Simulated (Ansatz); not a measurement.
## Sn: pressure and energy less free atoms against volume scale

Results calculated with Ansatz 0.2.0, not measured. Periodic Kohn-Sham DFT of a crystal at fixed atoms, scaled to volume_scale times the given cell; pressure positive in compression, energy less spherical unpolarised free atoms, largest_vzz the field gradient of largest size among the nuclei.

The cell before it is scaled or strained (space group Fd-3m, No. 227):
```
Sn
1.0
      0.0000     3.3279     3.3279
      3.3279     0.0000     3.3279
      3.3279     3.3279     0.0000
Sn
2
Direct
  0.00000 0.00000 0.00000
  0.25000 0.25000 0.25000
```

Settings of every row: method all-electron LAPW; functional PBE; relativity scalar; k mesh 9x9x9; filling fermi-dirac; smearing width 0.05 eV; basis error target 0.5 meV/atom; nucleus gaussian.

Atom start moment: 0 on all atoms.

```
row  volume scale  V (Å³/atom)  pressure (GPa)  energy less free atoms (eV/atom)
  1        0.9405       34.663           2.536                           -3.8067
  2          0.97       35.751               ?                                 ?
  3             1       36.855           0.015                           -3.8232
  4          1.03       37.962          -0.957                           -3.8198
  5          1.06       39.068          -1.773                           -3.8103
```

Question: what pressure and energy less free atoms should row 2 give?

Worked fit of pressure. Take u = (V_r/V)^(2/3) − 1 with V_r = 37.409 Å³ an atom, which is twice the finite (Eulerian) strain; such expansions in the strain, on which the Birch-Murnaghan equation of state is built, carry the rest volume and the bulk modulus. The shown rows have u = 0.05214, 0.01, -0.00974, -0.02851. Least squares give pressure = −0.494 + 49.511 × u + 164.84 × u² GPa; a straight line predicts inner rows, each left out in turn, worse (root mean square 0.16 against 0.0074 GPa). The rows lie off it by 0.000, -0.003, 0.004, -0.001. The pressure vanishes at u = 0.0097, or V = 36.87 Å³ an atom, and there the bulk modulus at fixed shape and fractions is B = −V dP/dV = (2/3)(1 + u) dP/du = 35.5 GPa. The withheld row has u = 0.03068, so the fit gives −0.494 + 49.511 × (0.03068) + 164.84 × (0.03068)² = 1.180 GPa.

The calculation gave 1.175 GPa. The fit lies 0.005 GPa (0.12 % of the column's range) above it; its largest miss of a shown row is 0.004 GPa.

Worked fit of energy less free atoms. Take u = (V_r/V)^(2/3) − 1 with V_r = 37.409 Å³ an atom, which is twice the finite (Eulerian) strain; such expansions in the strain, on which the Birch-Murnaghan equation of state is built, carry the rest volume and the bulk modulus. The shown rows have u = 0.05214, 0.01, -0.00974, -0.02851. Least squares give energy less free atoms = −3.82236 − 0.1681 × u + 8.983 × u² eV/atom; a straight line predicts inner rows, each left out in turn, worse (root mean square 0.0089 against 0.00015 eV/atom). The rows lie off it by 0.0000, -0.0001, 0.0001, 0.0000. Its lowest point lies at u = 0.0094, or V = 36.89 Å³ an atom, and the curvature there gives the bulk modulus at fixed shape and fractions, B = (4/9)(1 + u)² E″(u)/V = 35.3 GPa. The withheld row has u = 0.03068, so the fit gives −3.82236 − 0.1681 × (0.03068) + 8.983 × (0.03068)² = -3.8191 eV/atom.

The calculation gave -3.8192 eV/atom. The fit lies 0.0001 eV/atom (0.61 % of the column's range) above it, one unit of the last digit.
